\section*{Two orbitals with overlap: a faulty normalisation and its repair}

\subsection*{Conventions}
Real normalised orbitals $\phi_1,\phi_2$; one-electron Hamiltonian; $H_{11}=\alpha_1<H_{22}=\alpha_2$, $H_{12}=\beta$, overlap $S>0$ by choice of phase. The total energy is the sum of occupied orbital energies. Energies in eV, zero at the vacuum level. Define
\begin{equation}
\Delta=\alpha_2-\alpha_1,\qquad V_i=\beta-\alpha_iS,\qquad t=\frac{V_1}{\alpha_1-\alpha_2}.
\end{equation}
Assume $|V_1|,|V_2|\ll\Delta$. Since $V_1-V_2=S\Delta$, this makes $S$ small too: $t$ and $S$ both count as first order. The first-order mixing ratio is $c_2/c_1=t$ (derived below).

\subsection*{Model: H$_2$ $\sigma_g$ and an empty Ni $4s$}
Side-on H$_2$, $\phi_1=(1s_A+1s_B)/\sqrt{2+2s}$, $\phi_2=4s$. Typical extended-H\"uckel inputs: $H_{1s}=-13.6$, $\alpha_2=-9.17$, $\zeta_{\rm H}=1.3$, $K=1.75$ in $H_{\mu\nu}=KS_{\mu\nu}(H_{\mu\mu}+H_{\nu\nu})/2$, approximate bond length $R=0.74$ \AA. The overlap $S=0.20$ is assumed. With $\rho=\zeta_{\rm H}R/a_0=1.818$ and $s=e^{-\rho}(1+\rho+\rho^2/3)=0.636$,
\begin{equation}
\alpha_1=H_{1s}\frac{1+Ks}{1+s}=-17.57,\qquad \beta=\tfrac12KS\,(H_{1s}+\alpha_2)=-3.985 .
\end{equation}
The rule for $\beta$ acts on the atomic orbitals, so $H_{1s}$ appears in it. Then $\Delta=8.40$, $V_1=-0.471$, $V_2=-2.151$, $t=0.05607$.

\subsection*{The wrong attempt}
\emph{This section is wrong from line (W1) on, and so is its answer.} Normalise to second order:
\begin{equation}
c_1^2+c_2^2=1\ \Rightarrow\ \tilde\psi_1=(1-\tfrac12t^2)\phi_1+t\phi_2,\qquad \tilde c_1=0.9984 .\tag{W1}
\end{equation}
Take the energy as an expectation value, to second order:
\begin{equation}
\tilde E_1=\alpha_1(1-t^2)+2t\beta+t^2\alpha_2=\alpha_1+2t\beta+t^2\Delta=-17.990 .\tag{W2}
\end{equation}
Two electrons gain $2(\alpha_1-\tilde E_1)=0.841$ eV (wrong). The Mulliken gross populations $N_i=2(c_i^2+c_1c_2S)$ give
\begin{equation}
\tilde N_1=2(1-t^2+tS)=2.016,\qquad \tilde N_2=2(t^2+tS)=0.029,\tag{W3}
\end{equation}
so H$_2$ carries the charge $2-\tilde N_1=-0.016$ (wrong).

\subsection*{Symptoms}
\begin{enumerate}
\item Electron count. $\tilde N_1+\tilde N_2=2+4tS=2.045$ for two electrons.
\item Variational bound. The exact lower root of the $2\times2$ problem is $-17.596$. No normalised combination of $\phi_1,\phi_2$ lies below it; (W2) does.
\item Energy zero. Raising all energies by $u$ sends $\alpha_i\to\alpha_i+u$, $\beta\to\beta+uS$ and leaves $\Delta$, $V_i$, $t$ unchanged. Put the zero at the Fermi level of Ni metal, $u=5.02$ eV, the compiled polycrystalline work function (Tran 2019). Then $\beta=-2.981$, and (W2) gives a gain of $0.616$ eV in place of $0.841$ eV. An energy difference cannot depend on $u$.
\end{enumerate}

\subsection*{The faulty line}
(W1) holds for orthogonal orbitals only. It drops the cross term $2c_1c_2S$:
\begin{equation}
\langle\tilde\psi_1|\tilde\psi_1\rangle=1+2tS=1.0224\quad\text{(second order)}.
\end{equation}
The dropped term is of the same formal order as the kept one. Here $tS=0.0112$ and $t^2/2=0.0016$, a ratio $2S/t=7.1$: the larger piece was lost. The secular determinant contains no coefficients, so energies taken from it are immune. The fault appears once the vector is used.

\subsection*{Mended calculation}
Secular equation $(\alpha_1-E)(\alpha_2-E)=(\beta-ES)^2$. With $E=\alpha_1+\epsilon$,
\begin{equation}
\epsilon\,(\Delta-2V_1S)=-V_1^2+(1-S^2)\epsilon^2 .
\end{equation}
Iterating from $\epsilon=0$ with $V_1=-t\Delta$ gives $\epsilon=-t^2\Delta\,[1-2tS-t^2+\dots]$. Exchanging the labels 1 and 2 gives the upper root. To second order,
\begin{equation}
E_1=\alpha_1-\frac{(\beta-\alpha_1S)^2}{\alpha_2-\alpha_1},\qquad E_2=\alpha_2+\frac{(\beta-\alpha_2S)^2}{\alpha_2-\alpha_1}.
\end{equation}
The second row of the secular equations gives
\begin{equation}
r=\frac{c_2}{c_1}=-\frac{V_1-\epsilon S}{\Delta-\epsilon}=t+\text{third order}.
\end{equation}
The full condition $c_1^2(1+2rS+r^2)=1$ then yields
\begin{equation}
\psi_1=(1-tS-\tfrac12t^2)\,\phi_1+t\,\phi_2 .
\end{equation}
The expectation value now reproduces the root:
\begin{equation}
\alpha_1(1-2tS-t^2)+2t\beta+t^2\alpha_2=\alpha_1+2tV_1+t^2\Delta=\alpha_1-t^2\Delta .
\end{equation}
Two electrons gain $2V_1^2/\Delta=0.0528$ eV for any energy zero. The populations are $N_1=2(1-t^2-tS)=1.971$ and $N_2=2(t^2+tS)=0.029$, summing to 2. H$_2$ is the donor and its charge is positive.

Truncation: the relative fourth-order term of $\epsilon$ is $2tS+t^2=0.026$; the exact gain is $0.0515$ eV. The upper level is less well converged, since $|V_2|/\Delta=0.26$: $E_2=-8.62$ against the exact $-8.60$.

\subsection*{Size of the error}
\begin{center}
\begin{tabular}{lrrr}
\hline
 & wrong & mended & exact $2\times2$\\
\hline
$c_1$ & 0.9984 & 0.9872 & 0.9876\\
$c_2$ & 0.0561 & 0.0561 & 0.0546\\
$E_1$ (eV) & $-17.990$ & $-17.596$ & $-17.596$\\
gain, two electrons (eV) & 0.841 & 0.053 & 0.052\\
Mulliken charge of H$_2$ & $-0.016$ & 0.029 & 0.028\\
\hline
\end{tabular}
\end{center}
Subtracting mended from wrong,
\begin{equation}
\tilde c_1-c_1=tS,\qquad \tilde E_1-E_1=2tS\,\alpha_1=-0.394\ \text{eV},\qquad \tilde N_1-N_1=4tS=0.045 .
\end{equation}
The coefficient is too large by 1.1 per cent only. The excess norm, however, multiplies the whole orbital energy $\alpha_1$, while the true shift is $t^2\Delta=0.0264$ eV. The gain is overstated by $0.79$ eV relative to the exact root, a factor of 16, and the charge on H$_2$ changes sign. Dividing the untruncated $\langle\tilde\psi_1|H|\tilde\psi_1\rangle$ by the norm returns $-17.596$. Choosing the zero at $\alpha_1$ removes the energy error but leaves the populations wrong.

The gain of $0.05$ eV is the model's number. $V_1$ is a small difference of large terms: $K=2.0$ in $\beta$ alone gives $V_1=-1.040$ and a gain of $0.26$ eV. As typical knowledge, side-on H$_2$ binds to unsaturated Ni centres by roughly $0.1$ to $0.5$ eV, so the model falls short about twofold to tenfold; it contains no Ni $3d$ orbitals, no back-donation into $\sigma_u^*$ and no electrostatics.